**Q.** I have photoelectron lines of ytterbium at 108 eV and your Dirac-Hartree-Slater numbers for them. How do I read the columns, and why does one pair of lines swamp the rest?

Subshell photoionisation of Yb (Z = 70) at a photon energy of 108.0 eV, from Radial Dirac-Fock and Kohn-Sham solver 3 with a Dirac-Hartree-Slater potential and Latter tail. Cross sections include all multipoles; beta (E1) and gamma, delta (E1-E2 interference) follow 1 + beta P2 + (delta + gamma cos^2 theta) sin theta cos phi for linear polarisation.

| subshell | cross section (kb) | beta | gamma | delta |
| --- | --- | --- | --- | --- |
| N6 | 3211 | 0.348 | 0.006 | 0.015 |
| N7 | 4409 | 0.343 | 0.006 | 0.016 |
| O1 | 72.30 | 1.359 | -0.125 | 0.003 |
| O2 | 145.4 | 0.938 | 0.398 | -0.026 |
| O3 | 213.0 | 0.038 | 0.257 | -0.030 |
| P1 | 10.47 | 1.712 | 0.105 | 0.001 |

**A.** N6 and N7 are 4f5/2 and 4f7/2 with 6 and 8 electrons, O1 is 5s, O2 and O3 are 5p1/2 and 5p3/2 with 2 and 4 electrons, and P1 is 6s. These shells fit the closed-shell atom 4f¹⁴6s². The cross section σ is in kilobarn for the whole subshell. With θ measured from the polarisation and φ from the photon direction, β is the dipole anisotropy, and γ and δ fix the forward-backward tilt that comes from dipole-quadrupole interference.

The 4f pair carries 94.5% of the summed cross section, and occupancy is only part of the reason. Per electron the 4f rows give 535 and 551 kb, the 5p rows 73 (O2) and 53 (O3), 5s gives 36 and 6s gives 5.

The order follows from the radial dipole integral between the bound orbital and the continuum wave. An electron leaving 6s has roughly 102 eV (108 eV less a binding of about 6 eV, a rough recalled value), so p = √(2 × 102/27.2) ≈ 2.7 atomic units and the wavelength 2π/p is about 2.3 bohr. The 6s orbital spreads over several bohr, the wave changes sign across it, and little more than the contribution of the small inner lobes survives. The 4f orbital is compact and nodeless, and the first lobe of the outgoing wave can lie on it without cancellation. The 5s and 5p orbitals are of middling size and have nodes, so lobes of opposite sign subtract. This is standard theory, and the table agrees with its order without isolating the cause. No 4d→4f giant resonance is involved: 4f is full, and 4d, bound by roughly 180 to 190 eV (recalled), is closed at this energy.

**Q.** At lower photon energy 5p should be the strong outer line. Does your calculation show the handover?

**A.** Only in part. The same run covers further photon energies, and the second set of parameters used here is at 52.9 eV. It has 5p lines and no 5s line, as expected if 5s is bound by about 55 eV (a rough recalled value). The printed output after this text only brackets that energy at 30 to 55 eV, so it shows ranges where single values are given here. The values of the second set are less well checked than the table. From that set to 108 eV the 4f sum rises from 5056 to 7620 kb, while the 5p sum falls from 3962 to 358 kb. The handover thus shows only per electron: in the second set 5p has 660 kb against 361 kb for 4f, but the 4f sum is still the larger.

The rise is the known delayed onset. The strong channel of an f shell is f→g, and a g wave meets a centrifugal term l(l+1)/2r² = 10/r² hartree. A slow g electron is held outside the region where 4f lives, and the overlap grows only as the kinetic energy lets the wave in. The d wave from 5p meets 3/r², enters at once, and is strongest near threshold. As its first lobe moves inward past the outer lobe of 5p, positive and negative parts of the integral cancel, and the integral can pass through zero: a Cooper minimum.

**Q.** The O2 and O3 lines differ only in j, yet β is 0.938 for one and 0.038 for the other. Is that a Cooper minimum?

**A.** Probably, and β puts bounds on it. An electron of orbital momentum l goes to l+1 or l−1. Let w be the share of the cross section in l+1 and Δ the phase difference of the two waves, signs of the radial integrals included. The Cooper-Zare formula for a p shell becomes

β = w − 2√2 · √(w(1−w)) · cos Δ.

A pure s wave gives 0, a pure d wave gives 1, and the maximum of 2 needs w = 2/3 with full constructive interference. For p1/2 the form is exact in the dipole approximation, since only s1/2 and d3/2 are reached.

Take O2, with nothing fitted. The condition cos²Δ ≤ 1 reads (β − w)² ≤ 8w(1−w), or 9w² − (2β + 8)w + β² ≤ 0. In the second set β = 1.917, so 9w² − 11.834w + 3.675 ≤ 0 and w lies between 0.50 and 0.81. Of the 2000 kb there, the d channel holds at least 0.503 × 2000 ≈ 1006 kb. At 108 eV the whole line has 145 kb, so the d channel has fallen by at least 1006/145 ≈ 6.9. The s channel held at least 0.188 × 2000 ≈ 376 kb. At 108 eV β = 0.938 demands w ≥ 0.098, which leaves s at most 131 kb, a fall of at least 2.9. Both channels shrink, and the numbers show that much. They do not show that d passes through zero.

For O3 the value 0.038 is what a nearly pure s wave would give, but the same inequality allows any w from almost 0 to 0.90, because destructive interference can cancel the d term. The O3 bound also treats d3/2 and d5/2 as equal, which is least safe near a zero.

Theory favours the Cooper reading. The 5p1/2 orbital is contracted by relativity, so its cancellation needs a shorter wavelength and falls at a higher kinetic energy: O3 should reach its zero first, with O2 lagging. The tighter binding adds to the lag but is the smaller part. The β of O3 falls by 1.875 between the two sets, and at that mean rate a shift of about 6 eV is worth only about 0.2 of the 0.900 gap. A check on this guess is to suppose O3 pure s and the s channel equal per electron in both lines. O2 then has w = 1 − 53.2/72.7 ≈ 0.27, inside its allowed range, and needs |cos Δ| of about 0.5. One picture thus accounts for both β values and for the larger cross section per electron of O2, though it is not the only picture that can.

**Q.** Then why do the two 4f lines agree so well, and why is their β so low?

**A.** A nodeless orbital has no Cooper zero in f→g, so a small change of orbital or energy makes a small change of amplitude. The gap between 0.348 and 0.343 is five times the combined rounding of the two values, so it is real, but it is tiny beside the 0.900 of 5p. In the second set the gap is 0.701 − 0.643 = 0.058, as suits a lower energy where phases move quickly.

For an f shell a pure g wave gives β = 5/7 = 0.714 and a pure d wave 2/7 = 0.286. The interference term goes as the square root of the weak share, with a coefficient near 3, so 1.5% of d wave at the most effective phase already pulls β from 0.714 to the tabulated value. The value of β alone would equally allow an almost pure d wave. That g dominates is argued from the barrier picture and the rise of σ.

**Q.** I normalise doublets to 2j+1. How wrong is that here?

**A.** N7/N6 is 1.373 against 4/3, which is 3.0% above the statistical value, and O3/O2 is 1.465 against 2, which is 26.8% below. The simplest correction notes that the higher-j electron leaves faster by the spin-orbit splitting ΔE and samples the same curve further along: ln(ratio/statistical) = ΔE · d ln σ/dE. The sign comes out right in both sets, an excess where σ rises and a deficit where it falls.

The size is another matter. For 4f, with ΔE about 1.3 eV (rough, recalled), ln(1.373/1.333) ≈ 0.03 implies a slope of 0.023 per eV, while the mean slope between the two sets is 0.007 per eV, and a flattening curve would be shallower still at 108 eV. The energy shift therefore explains a third of the excess at most. The remainder is plausibly orbital shape, 4f7/2 being slightly more extended than 4f5/2. For 5p, with about 6 eV, the implied −0.052 per eV is about 1.2 times the mean of −0.044. With a recalled splitting and a mean taken over 55 eV, that agreement counts as order of magnitude only, and close to a minimum the local slope would be small, so shape must again do part of the work.

**Q.** An s shell should give β = 2. What are 1.359 and 1.712?

**A.** They measure spin-orbit coupling in the continuum. An s electron reaches p1/2 and p3/2 with complex amplitudes R₁ and R₃, and

2 − β = 2|R₁ − R₃|² / (|R₁|² + 2|R₃|²).

In a one-electron model any departure from 2 shows that the amplitudes differ. In LS language (2 − β)/3 is the share of the triplet channel with β = −1: 21% for O1 and 10% for P1. If the moduli were equal, the phase gap would have to be 59° and 38°. Such gaps are too large for a spin-orbit perturbation, so unequal moduli are the likelier reading: with no phase gap at all, |R₁/R₃| would be 2.75 for O1 and 1.90 for P1 if R₁ is the larger. The usual cause is a cancellation in the radial integral whose zero falls at different energies in the two channels. The more strongly attracted p1/2 wave passes its zero first, so above both zeros R₃ is the smaller and β climbs back towards 2. The β of P1 behaves this way: it rises steadily from 1.33 at 52.9 eV to 1.712 at 108 eV, with no dip at the energies calculated in between (62.5, 68.7, 77.7, 100 and 107 eV). If such zeros are the cause, they most likely lie below 52.9 eV. The weak cross sections of both rows fit this.

P1 in the second set has β = 1.33 and γ = −0.108, close to O1 at 108 eV with 1.359 and −0.125. The kinetic energies are similar, about 47 eV against about 53 eV with recalled thresholds. Inside the atom 5s and 6s have nearly the same shape apart from normalisation, so if the surviving integral comes from there, β should depend mainly on kinetic energy. This remains a guess from one pair.

**Q.** At 108 eV I would ignore nondipole terms. Why is γ as large as 0.398?

**A.** The photon wave number is k = 0.029 per bohr, so for orbitals of about a bohr the natural scale is a few per cent times angular factors. The parameter γ goes as kQ/D times the cosine of a phase, with Q and D the quadrupole and dipole amplitudes, so a weak dipole inflates it. If Q were common to all rows, |γ| would go as (σ per electron)^(−1/2). That law, with one constant fitted to all six rows, fails: table over model runs from 0.26 for N6 to 6.4 for O2, a spread of 24, and freeing the exponent hardly helps. P1 has the weakest dipole and only 0.105; O2 exceeds O3 despite its stronger dipole. From the second set to 108 eV the dipole weakens and k grows. Since σ goes as the photon energy times D², kQ/D at fixed Q grows as the square root of the fall in σ times the photon-energy ratio to the power 3/2. From 52.9 to 108 eV that gives about 11 for O2 and 9 for O3. The calculation gives 28 and 2.9, so both rows fit badly, and in opposite directions: O2 exceeds the prediction by a factor of 2.6, and O3 falls short of it by a factor of about 3. The row-by-row figures are in the printed output after this text; its growth ranges marked "with k" use the 30 to 55 eV bracket and leave out the photon-energy factor in σ, so they differ from the figures given here.

A weak dipole can thus be only one factor, and Q and the phases matter as much. The fast-electron limit of the plane-wave result for an s shell, γ = 12αp with α the fine-structure constant, gives 0.24 for P1 against 0.105, and 0.17 for O1 against −0.125, the wrong sign. It assumes that only the steep high-momentum tail of the orbital counts, which is doubtful for 5s and 6s at these energies. It also ignores the phase shifts of the p and d waves and any zero of D or of Q. A change of sign in either D, the s→p dipole integral, or Q, the s→d quadrupole integral, could account for the sign, and so could the phases. γ of P1 turns from −0.108 to 0.105 between the two sets, and O1 at its lower kinetic energy would still lie on the negative side. For P1, β speaks against a sign change of D in this range: across a dipole zero β would dip and recover, but it rises steadily through the energies calculated between 52.9 and 108 eV. A narrow dip between two of those energies is not excluded, yet a change in Q or in the phases is the likelier cause. For O1 the question stays open.

The angular form says more. The tilt splits into a rank-3 part proportional to γ and a rank-1 part proportional to δ + γ/5. For a p shell emitting a pure s wave, γ can arise only with the quadrupole f wave, and that term alone gives δ/γ = −0.2. O3 has −0.030/0.257 = −0.12 and O2 has −0.026/0.398 = −0.07, a mild hint in the direction of the Cooper reading. For s shells δ vanishes without relativity; O1 has 0.003, and the 0.001 of P1 is one unit of the last digit.

For 4f, γ = 0.006 understates the effect, since δ is larger. The net excess of forward over backward emission, δ/2 + γ/8, is 0.8 to 0.9% for 4f against 3.7% for O2 and −1.4% for O1. A strong dipole, a compact orbital and an f→h channel behind a still higher barrier all argue for a small value. The N6 and N7 differences in γ and δ are at print precision.

**Q.** Which rows can I rely on, and what should I expect nearby?

**A.** Each electron here leaves independently in one local potential, with no coupling between channels. The 4f amplitude exceeds that of 5s by about √(7620/72.3) ≈ 10 and that of 6s by √(7620/10.47) ≈ 27, so a mixing of a few per cent could change the weak amplitudes appreciably. The cross section, β and γ of O1, O2, O3 and P1 may all move, and the position of a Cooper zero is also sensitive to the potential and to unrelaxed thresholds. The 4f rows are least exposed to this, though correlation within 4f¹⁴ is missing too.

For a neighbouring energy or element, ask whether the orbital has nodes and how much kinetic energy the electron has against the barrier of l+1. Nodeless shells should keep near-statistical doublets with matching β, departing more as the threshold nears. Nodal shells near a cancellation should show split β, non-statistical ratios and erratic γ. If the Cooper reading holds, raising the photon energy should bring the β of O2 down in turn, behind O3 by much more than the spin-orbit splitting.

Numerical output:

```
total 8061 kb, 4f share 94.5%; rounding floor of beta, gamma, delta 0.0005; k = 0.0290 1/bohr
row  share%  kb/electron  forward excess % (delta/2+gamma/8)  sigma(108)/sigma(2nd set)
N6   39.83    535.2    0.83  1.579
N7   54.69    551.1    0.88  1.459
O1    0.90     36.1   -1.41  absent
O2    1.80     72.7    3.68  0.073
O3    2.64     53.2    1.71  0.109
P1    0.13      5.2    1.36  0.580
Branching (rounding < 0.1%); 2nd-set energy bracketed 30-55 eV (rough, inferred)
N7/N6: stat 1.333, 108 eV 1.373 (+3.0%), 2nd 1.485 (+11.4%); beta gap 0.005
  sum 5056->7620 kb (x1.507); dln(sigma)/dE implied +0.023 (108), +0.083 (2nd); mean +0.005 to +0.008 /eV
O3/O2: stat 2.000, 108 eV 1.465 (-26.8%), 2nd 0.981 (-51.0%); beta gap 0.900
  sum 3962->358 kb (x0.090); dln(sigma)/dE implied -0.052 (108), -0.119 (2nd); mean -0.031 to -0.045 /eV
Cooper-Zare: pure-channel beta p->s 0, p->d 1, f->d 0.286, f->g 0.714; allowed share w of l+1
N6: 108 eV w 0.0004-0.9851; 2nd set w 0.0192-1.0000; beta change -0.353
N7: 108 eV w 0.0004-0.9847; 2nd set w 0.0142-0.9994; beta change -0.300
O2: 108 eV w 0.0978-0.9995; 2nd set w 0.5028-0.8121; beta change -0.979
  minimum fall 2nd->108: d channel x6.9, s channel x2.9, total x13.8
O3: 108 eV w 0.0002-0.8972; 2nd set w 0.4988-0.8152; beta change -1.875
  minimum fall 2nd->108: d channel x5.1, s channel x1.7, total x9.2
s shells: 2-beta, triplet share, allowed |R(p1/2)/R(p3/2)|, phase gap if amplitudes equal
O1: 0.641, 21.4%, 0.19-2.75, 59 deg
P1: 0.288, 9.6%, 0.44-1.90, 38 deg
P1 2nd: 0.670, 22.3%, 0.18-2.83, 60 deg
|gamma| = C/sqrt(kb per electron): C 0.53; rms ln residual 1.25; free exponent -0.75, rms 1.18
N6: table +0.006, model 0.023, ratio 0.26, rounding 8.3%
N7: table +0.006, model 0.023, ratio 0.27, rounding 8.3%
O1: table -0.125, model 0.088, ratio 1.41, rounding 0.4%
O2: table +0.398, model 0.062, ratio 6.39, rounding 0.1%
O3: table +0.257, model 0.073, ratio 3.53, rounding 0.2%
P1: table +0.105, model 0.232, ratio 0.45, rounding 0.5%
worst row O2; spread of ratios x24
O2 gamma growth 2nd->108: x28.4; sqrt(sigma) alone x3.7; with k x7-13
O3 gamma growth 2nd->108: x2.9; sqrt(sigma) alone x3.0; with k x6-11
O1 plane-wave 12*alpha*p = 0.17 vs table -0.125; delta 0.003 (nonrel. 0)
P1 plane-wave 12*alpha*p = 0.24 vs table +0.105; delta 0.001 (nonrel. 0)
```
